## How many k points does one d electron need?

An energy error of 10 meV per atom sounds small, but in a perovskite cell of five atoms it adds up to 50 meV, twice the thermal energy at room temperature. Competing distortions of a perovskite often differ by no more than this. A pressure error of 1 GPa, for an oxide this stiff, corresponds to roughly half a percent in volume. These two scales help in judging the calculations below, which treat one fixed cubic cell of BaTaO₃ and change only the mesh of k points.

Ansatz 0.2.0 single-point calculations with PBEsol, PAW and plane waves for cubic BaTaO₃ (Pm-3m, five atoms, a = 4.131 Å), without spin polarization. The wave cutoff is 420 eV and the Gaussian smearing width 0.1 eV. Energies are free energies relative to the 7x7x7 mesh, and pressure is positive in compression.

| k mesh | energy less reference (meV/atom) | pressure (GPa) |
| --- | --- | --- |
| 2x2x2 | 34.33 | -7.900 |
| 3x3x3 | 24.19 | -7.410 |
| 4x4x4 | 36.38 | -7.270 |
| 5x5x5 | 18.01 | -7.580 |
| 6x6x6 | 6.12 | -7.880 |

The energy less reference is the free energy per atom minus that of the 7x7x7 run. A negative pressure means that, at these settings, the cell is stretched and would shrink if it were allowed to. How much of this pressure comes from the finite plane-wave basis was not tested.

### 1. Which mesh lies furthest from the reference?

It is 4x4x4, at 36 meV per atom or about 180 meV per cell. The much coarser 2x2x2 and 3x3x3 meshes both lie closer. From 4x4x4 on, each refinement brings the energy nearer to the reference, and 6x6x6 is still 6 meV per atom above it. Over the first three meshes, then, a finer mesh is no guarantee of a better energy.

### 2. Why does this compound react so strongly to the mesh?

Formal charges give Ba²⁺, Ta⁴⁺ and three O²⁻, which leaves one d electron on tantalum. That electron enters a group of three bands, called t₂g, which could hold six. The bands are therefore partly filled, and the calculation gives a metal. It could give nothing else, since an odd number of electrons per cell without spin polarization always leaves a band partly filled.

The energy of a crystal is an average over all wave vectors k, and the mesh replaces this average by a sum over a few points. In a full band every point counts equally and the quantity summed varies smoothly, so the sum settles quickly once the mesh is no longer very coarse. In a partly filled band the occupation drops from full to empty at the Fermi surface. The sum then depends on which points happen to fall inside that surface.

Smearing softens the drop, but here only over about 0.1 eV. The t₂g bands are a few eV wide, and even a 7x7x7 mesh crosses from the zone centre to the boundary in three or four steps. Neighbouring points can thus differ by something like 1 eV, far more than the smearing can bridge. This argument leads us to expect slow and uneven convergence.

### 3. Where does the d electron go on the coarsest mesh?

The 2x2x2 mesh is small enough to fill by hand. Its eight points are the zone centre Γ, three X points, three M points and one R point. One d electron per cell means eight electrons for the whole mesh, or four doubly filled orbitals.

Symmetry suggests which orbitals these are. The t₂g bands are pushed up by antibonding π overlap with O 2p orbitals. At Γ the overlaps on opposite sides of each tantalum cancel, so all three t₂g orbitals stay low. At an X point the phase of the wave alternates along one axis only. The t₂g orbital whose lobes lie perpendicular to that axis still escapes the overlap, and weaker interactions place it somewhat above the levels at Γ.

Three of the four pairs of electrons therefore fill the orbitals at Γ. The fourth pair is shared by three equivalent orbitals, one at each X point, so each of these is one third full.

This picture can be tested, because partly filled levels carry a smearing entropy. With Gaussian smearing of width $\sigma$, a level at energy $\varepsilon$ has the filling

$$f=\tfrac12\left[1-\operatorname{erf}(t)\right],\qquad t=\frac{\varepsilon-\mu}{\sigma},$$

where $\mu$ is the Fermi energy. Each spin state lowers the free energy by

$$TS=\frac{\sigma}{2\sqrt{\pi}}\,e^{-t^2}.$$

A filling of one third requires $\operatorname{erf}(t)=1/3$, hence $t\approx0.305$. With $\sigma=100$ meV, one spin state contributes $28.2\times0.911=25.7$ meV. Two spins at three X points, each point with weight 1/8, give a factor of 0.75 and a total of 19.3 meV per cell.

The full calculation also gives 19.3 meV per cell, and the two values agree to 0.2 percent with nothing fitted. This supports a threefold set of levels that is one third full. It does not identify the set: full X levels below one-third-full Γ levels would give the same number. The order of the two rests on the symmetry argument.

### 4. How can a finer mesh be worse?

Refining the mesh changes both the points and their weights. On 2x2x2 the low orbitals at Γ and X have room for 1.5 electrons per cell. The single d electron fits into them, and the Fermi energy ends up about 1 eV below its value on the reference mesh.

The 3x3x3 mesh keeps Γ but has no X point, and the weight of Γ falls to 1/27. Its three orbitals now hold only $6/27\approx0.22$ electrons per cell. The six mesh points on the axes through Γ each offer one more orbital that escapes the π overlap, with room for another $12/27\approx0.44$ electrons. The remaining third of an electron must go into orbitals that the overlap has already raised. The Fermi energy accordingly jumps to 0.8 eV above the reference value.

The 4x4x4 mesh contains all eight points of 2x2x2 again, but each with one eighth of its former weight. It is a new sample of the Fermi surface and not a correction added to the old one. No variational principle orders such samples: a larger basis set can only lower the energy of a given problem, whereas a denser mesh may move it either way.

Counting levels explains why the Fermi energy jumps, but it does not account for the whole energy column. On 2x2x2 the d electron occupies only the lowest orbitals, which by itself should make the energy too low. Yet the total energy lies above the reference, so something else must outweigh this gain. A likely cause is the full oxygen bands. They mix with the tantalum orbitals to a degree that varies with k, and a mesh with only four distinct points averages this poorly. The electron density also responds to the altered filling, and these runs do not separate the two effects.

### 5. Would removing the smearing entropy repair the energies?

It would not. The entropy term can be largely removed by extrapolating each energy to zero smearing. This shifts the offsets by at most 2.7 meV per atom and leaves the order of the meshes unchanged, with 4x4x4 still the highest. The error lies in which states are sampled, and subtracting the entropy afterwards does not change the sample.

A wider smearing is a different matter, since it changes the fillings themselves. It would spread the drop at the Fermi surface over more points and should make the sum smoother. The price is a larger bias from the smearing itself. How the two would balance in this compound is untested, because all runs use the same width.

### 6. Does a good pressure prove that the mesh is good?

The 2x2x2 row shows that it does not. Its pressure is within 0.08 GPa of the reference value of −7.98 GPa, closer than that of any other mesh in the table. Its energy is nevertheless 34 meV per atom too high on the same scale. At 3x3x3 the pressure is already off by 0.6 GPa, so the first agreement was an accident.

Pressure and energy can part company because pressure measures how the energy changes with volume. An energy error that stays the same when the cell is squeezed has no effect on the pressure. An error that varies with volume does, and its size need not follow that of the energy error.

The Fermi energy is no safer a guide. At 5x5x5 it is within 0.03 eV of the reference, while the total energy is still 18 meV per atom too high. Convergence has to be tested on the quantity that will be used, and over several meshes in succession.

### 7. What would change if hafnium replaced tantalum?

Hafnium has one valence electron fewer, so BaHfO₃ has no d electron to place. The oxygen bands are full, the t₂g bands are empty, and the Fermi energy lies in a gap. Every k point then has the same number of filled orbitals, whatever the mesh.

Without a Fermi surface there is no sharp edge to sample, and the energy should settle on much coarser meshes. This follows from the general argument of question 2; the table itself contains only the metal. The same reasoning serves for other perovskites: first count the d electrons, then ask whether they leave a band partly filled.

### 8. Which digits can be trusted?

The energies are printed to a hundredth of a meV per atom, which is useful for comparing runs but says nothing about convergence. The last three refinements, from 4x4x4 up to the reference, lower the energy by 18, 12 and 6 meV per atom. The steps are shrinking, but the last one is not negligible. The reference energy may itself be off by several meV per atom, so the listed values are distances from 7x7x7 and not errors against an infinitely dense mesh.

The pressure is in better shape. It changes by 0.3 GPa from 5x5x5 to 6x6x6 and by 0.1 GPa in the last step, so "about −8 GPa" is a fair statement for this cell and these settings. The second decimal has no physical meaning yet.

Energy differences between two structures can be more accurate than either total energy, provided that the mesh errors cancel. In a metal this requires similar Fermi surfaces and equally dense meshes. A distortion that splits the t₂g bands changes the Fermi surface, and the cancellation then has to be checked.

A denser mesh also cannot supply physics that the calculation leaves out. The cell has an odd number of electrons, yet spin polarization was switched off, so these runs cannot tell whether the compound is magnetic. Spin–orbit coupling, which is strong in tantalum 5d states, is absent too and would rearrange the very levels that the d electron fills. Both would have to be included before small energy differences are compared with nature.
